Move one hundredth of an electron from silicon to chlorine in chlorosilane, and the dipole moment changes by about 0.1 debye. One electron charge displaced by one ångström makes 4.80 debye, and the two atoms are 2.05 Å apart, so the change is $0.01\times4.80\times2.05\approx0.10$ debye. The dipole therefore reacts strongly to small errors in where a calculation puts the electrons. To reach 0.1 debye, a level of theory must place charge along the Si–Cl bond to about one part in a hundred of an electron, or make errors that offset one another.

Dipole moment of chlorosilane, SiH3Cl (charge 0, spin multiplicity 1), from Hartree–Fock and Kohn–Sham DFT in OpenMolcas and extended tight binding in xtb. All rows treat the isolated molecule at the same PBE0-D4/def2-TZVP geometry. The dipole error is the calculated minus the measured value (1.31 debye).

| level (program) | reference determinants | relativity | dipole moment (debye) | dipole error (debye) |
| --- | --- | --- | --- | --- |
| GFN0-xTB (xtb) | n/a | n/a | 0.675 | -0.640 |
| revPBE aug-cc-pVDZ (OpenMolcas) | RKS | none | 1.289 | -0.020 |
| BLYP aug-cc-pVDZ (OpenMolcas) | RKS | none | 1.303 | -0.010 |
| TPSS aug-cc-pVDZ (OpenMolcas) | RKS | none | 1.324 | 0.010 |
| r2SCAN aug-cc-pVDZ (OpenMolcas) | RKS | none | 1.347 | 0.040 |
| SVWN5 aug-cc-pVDZ (OpenMolcas) | RKS | none | 1.359 | 0.050 |
| B3LYP aug-cc-pVDZ (OpenMolcas) | RKS | none | 1.382 | 0.070 |
| PBE0 aug-cc-pVDZ (OpenMolcas) | RKS | none | 1.395 | 0.080 |
| M06-L aug-cc-pVDZ (OpenMolcas) | RKS | none | 1.465 | 0.150 |
| M06-2X aug-cc-pVDZ (OpenMolcas) | RKS | none | 1.467 | 0.160 |
| BHLYP aug-cc-pVDZ (OpenMolcas) | RKS | none | 1.471 | 0.160 |
| HF aug-cc-pVDZ (OpenMolcas) | RHF | none | 1.548 | 0.240 |
| GFN2-xTB (xtb) | n/a | n/a | 1.674 | 0.360 |
| B3LYP 6-31G(d) (OpenMolcas) | RKS | none | 1.680 | 0.370 |
| HF 3-21G (OpenMolcas) | RHF | none | 2.777 | 1.470 |
| HF STO-3G (OpenMolcas) | RHF | none | 2.841 | 1.530 |

The dipole error is the calculated less the measured value, which is 1.31 debye. Every row uses the same atomic positions, taken from a PBE0-D4/def2-TZVP structure, and puts the negative end of the molecule at chlorine. The differences between rows thus come from the electron distribution, with no contribution from changed bond lengths. Two choices shape that distribution: the basis, which limits the forms the electron cloud can take, and the method, which decides which of the permitted forms is preferred.

The basis has the larger effect. Hartree–Fock in STO-3G gives 2.84 debye, more than twice the measured value. In aug-cc-pVDZ the same method gives 1.55 debye. The fall of 1.29 debye accounts for most of the original error, so the poor STO-3G result should not be blamed mainly on Hartree–Fock. The 3-21G basis, although it describes the valence shell more flexibly, does hardly better than STO-3G.

The two small bases share a chemical defect: they have no d functions on silicon or chlorine. The lone pairs of chlorine are then built from s and p functions centred on the chlorine nucleus, and they can hardly bend towards the positive silicon. Functions of d shape let them deform in that direction, and d functions on silicon help to describe the charge that arrives there. Without this return flow the bond looks too ionic. This is the established explanation for exaggerated polarity in such bases. The large fall seen here agrees with it but does not isolate it, because aug-cc-pVDZ improves on the small bases in other ways too.

Adding d functions does not finish the job. B3LYP in 6-31G(d), a basis that has them on both heavy atoms, still gives 1.68 debye; in aug-cc-pVDZ it gives 1.38 debye. The larger basis adds diffuse functions, which describe the outer part of the cloud, and also p functions on hydrogen. These additions come together with different exponents and contractions, so their separate shares remain open. Their joint effect of 0.30 debye is nevertheless larger than the whole spread of 0.18 debye among the ten density functionals in aug-cc-pVDZ.

Once the basis is adequate, the choice of functional becomes visible. In an approximate density functional an electron partly repels itself. That spurious repulsion makes it costly to gather charge compactly on chlorine and favours spreading it over the molecule. Exact exchange removes part of the self-repulsion, so mixing it in should leave more charge on chlorine and raise the dipole.

A simple model turns this argument into an estimate. Let $a$ be the fraction of exact exchange and $\mu(a)$ the dipole. If the added exchange changes the effective potential only a little, the density responds in proportion to $a$, and the dipole, which is linear in the density, does the same:

$$\mu(a)=\mu(0)+ka.$$

BLYP has $a=0$ and BHLYP has $a=0.50$, and these two rows fix the line. The slope is $k=(1.471-1.303)/0.50=0.336$ debye for a full unit of exact exchange.

B3LYP, with $a=0.20$, took no part in fixing the line and can test it. The estimate is $1.303+0.20\times0.336=1.370$ debye, against 1.382 debye from the full calculation. The line thus gives about 85 percent of the actual rise from BLYP to B3LYP, even though B3LYP also mixes its remaining ingredients in slightly different proportions. Within this family the fraction of exact exchange is therefore a good guide to how polar the molecule will appear. The test supports the trend, while reduced self-repulsion remains its expected cause and is not proved by these rows.

Carried on to full exact exchange, the line gives 1.64 debye, which is 0.09 debye above the Hartree–Fock value. Hartree–Fock differs from the line's end point in one further respect, since it drops correlation as well as using full exchange. The miss may therefore reflect a bend in the response, the loss of the LYP correlation term, or both. Per unit of exact exchange, the dipole already rises more slowly from B3LYP to BHLYP than from BLYP to B3LYP, which hints at a bend. Comparison with measurement is a separate matter. Hartree–Fock is well known to make many polar bonds too polar, because true correlation mixes in configurations that carry charge back from the negative atom. Its overshoot of 0.24 debye here fits that pattern, but this mechanism raises the Hartree–Fock dipole and so cannot explain why it lies below the line.

The exchange rule fails when the rest of the functional changes. M06-L contains no exact exchange, yet it gives 1.465 debye, almost the same as M06-2X with 54 percent. The slope from the LYP family, applied to the step between these two, would put M06-2X too high by 0.18 debye. The two functionals have separately adjusted semilocal parts, and such a part can shift the dipole as much as a large dose of exact exchange does. The six functionals without any exact exchange already span 0.18 debye, almost the whole range of the ten. A percentage in a functional's definition thus predicts the direction of change only while its other ingredients stay nearly the same.

How much these steps matter depends on the purpose. The strength of a pure rotational line grows with the square of the dipole, which roughly doubles a small relative error. B3LYP in aug-cc-pVDZ would make the lines 11 percent too strong, which may do for planning a measurement. In 6-31G(d) the excess is 64 percent, and an amount of gas deduced from an observed line would come out about 40 percent too low. With STO-3G the predicted strength is nearly five times too large.

For a tolerance of 0.2 debye, all ten density functionals in aug-cc-pVDZ suffice, while Hartree–Fock in the same basis just fails. For 0.1 debye the choice narrows to revPBE, BLYP, TPSS, r2SCAN, SVWN5, B3LYP and PBE0. Five of these seven have no exact exchange, so a hybrid brings no gain in accuracy for this property of this molecule. That is no general verdict against hybrids, which are often chosen for the sake of energies or other properties.

At a tolerance of a few hundredths of a debye the order of merit loses its meaning. revPBE, BLYP and TPSS all lie within about 0.02 debye of the measured value, but the calculation holds the nuclei still, whereas the real molecule vibrates even in its ground state. A double-zeta basis, even with diffuse functions, is also short of the basis limit, and this one lacks the extra tight d functions that are recommended for silicon and chlorine. Either effect could plausibly shift the result by as much as the differences among these three functionals. The close agreement of BLYP may therefore contain errors that cancel, and it is no reason to prefer BLYP over its two neighbours.

The tight-binding methods serve a different need. They are by far the cheapest levels here and give the sign of the dipole correctly, but GFN0-xTB finds only about half its size and GFN2-xTB overshoots by 28 percent. GFN2-xTB adjusts its charges until they are consistent with the potential they create, while GFN0-xTB does not. Whether this difference explains the opposite errors is untested. The threefold axis of the molecule already fixes the line along which the dipole points, so the correct sign is a weak test. For line strengths in this molecule neither method is adequate.

The better basis has its price. It uses 81 functions for this molecule, against 44 in 6-31G(d), and the number of electron-repulsion integrals grows formally as the fourth power of that count. The ratio $(81/44)^4$ is about 11, a rough formal scale for the extra work and not a bound: the work per integral differs between the bases, and in larger molecules many integrals are negligible and can be skipped. Exact exchange adds comparatively little when the same integrals also serve for the ordinary Coulomb repulsion. For this dipole the step from 6-31G(d) to aug-cc-pVDZ is still worth its price, since it changes the B3LYP result by more than any change of functional does in the larger basis.

A practical order of work follows. First choose a basis with both polarisation and diffuse functions, and only then compare functionals. Next repeat the calculation with two or three functionals that differ in their semilocal parts as well as in exact exchange, and treat their spread as the least uncertainty to attach to the dipole. A narrow spread is no proof of accuracy: M06-L, M06-2X and BHLYP agree here within 0.01 debye, yet all lie about 0.16 debye above the measured value. If the spread is too wide for the purpose, or if the purpose needs firmer evidence than agreement among functionals, turn to a correlated wave-function method in a larger basis, and do not pick the functional that happens to land nearest the measured value.
